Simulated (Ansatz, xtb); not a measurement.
**Cl2H3InSi: which of two isomers lies lower**

Structure X: `Cl[SiH2][InH][Cl]`, a singlet. Structure Y: `[SiH3][In]([Cl])[Cl]`, a singlet. Both are isolated molecules in the gas phase, relaxed with PBE0-D4/def2-SVP; each stands in its lowest conformer found.

X (Å):

```yaml
atoms:
  - { symbol: Cl, position_ang: [0.7499, -2.3576, 1.0198] }
  - { symbol: Cl, position_ang: [-1.4669, 1.6038, -2.6897] }
  - { symbol: In, position_ang: [-0.8380, 0.6999, -0.5877] }
  - { symbol: Si, position_ang: [0.2240, -1.6295, -0.8588] }
  - { symbol: H, position_ang: [1.4563, -1.5672, -1.6978] }
  - { symbol: H, position_ang: [-0.7328, -2.5903, -1.4816] }
  - { symbol: H, position_ang: [-1.2007, 1.7510, 0.7248] }
```

Y (Å):

```xyz
7

Cl    0.8943    2.1144    0.6427
Cl   -1.8301    1.9700   -2.0950
In   -0.3619    0.7086   -0.7615
Si   -0.1670   -1.8443   -0.8064
H     1.2676   -2.2211   -0.6537
H    -0.9614   -2.3823    0.3368
H    -0.7100   -2.3562   -2.0967
```

Question: Which of the two would you expect CCSD(T)/def2-SVP + ΔMP2/def2-TZVPP electronic energies to favour?

Answer: Structure Y; the calculation gives E(Y) − E(X) = −0.420 eV.

The same difference at several levels:

| level | geometry | E(Y) − E(X) (eV) | departure from the last row (eV) | job, with rough time for the two |
| --- | --- | --- | --- | --- |
| GFN2-xTB | GFN2-xTB | −0.878 | −0.458 | optimisation, 0.18 s |
| HF/STO-3G | GFN2-xTB | −1.337 | −0.916 | single point, 0.82 s |
| r2SCAN-D4/def2-SVP | GFN2-xTB | −0.616 | −0.196 | single point, 3.2 s |
| PBE0-D4/def2-SVP | PBE0-D4/def2-SVP | −0.477 | −0.057 | optimisation, 52 s |
| HF/def2-SVP | PBE0-D4/def2-SVP | −0.588 | −0.167 | part of the CCSD(T) run |
| MP2/def2-SVP | PBE0-D4/def2-SVP | −0.591 | −0.171 | part of the CCSD(T) run |
| CCSD(T)/def2-SVP | PBE0-D4/def2-SVP | −0.588 | −0.168 | single point |
| CCSD(T)/def2-SVP + ΔMP2/def2-TZVPP | PBE0-D4/def2-SVP | −0.420 |  | single point, 17 s |

As drawn, Y has 1 Cl–In, 1 Si–H in place of 1 Cl–Si, 1 In–H.

None of the levels shown reverses the order. The largest departure from CCSD(T)/def2-SVP + ΔMP2/def2-TZVPP is that of HF/STO-3G, 0.916 eV. A small imaginary or near-zero mode remains, so no thermal terms are given. The last row adds to CCSD(T) the change of the MP2 difference between the two basis sets, here +0.168 eV, a large step that makes the value less sure.

The correlated steps freeze 19 core orbitals; the filled d shell of In is correlated, in a basis made for valence electrons. Atoms past krypton carry core potentials in the def2 sets, other sets are all-electron and non-relativistic, and no spin–orbit term is included. Run with Ansatz 0.2.0, xtb 6.7.1; the last row on 2 threads of Arm Neoverse V2 on a shared host.

Y, with both chlorines on indium and all three hydrogens on silicon, lies below X at every level. Since the Si–In link is kept, the preference is essentially that of a ligand exchange. Silicon binds chlorine more strongly than hydrogen, so moving chlorine off silicon has a cost, but the gain at indium outweighs it. The diffuse valence orbitals of indium overlap poorly with hydrogen 1s and give a weak In–H bond, whereas In–Cl is strongly polar and draws on the electropositive character of the metal.

HF, MP2 and CCSD(T) nearly coincide in def2-SVP, so correlation largely cancels between the isomers in that basis. Enlarging the basis matters more and favours X, probably in part through better polarisation functions for the Si–Cl bond. The closeness of PBE0-D4/def2-SVP to the final value may therefore owe something to cancellation of errors. The sign of the preference is better supported than its size, and the energies say nothing about the barrier to H/Cl exchange.
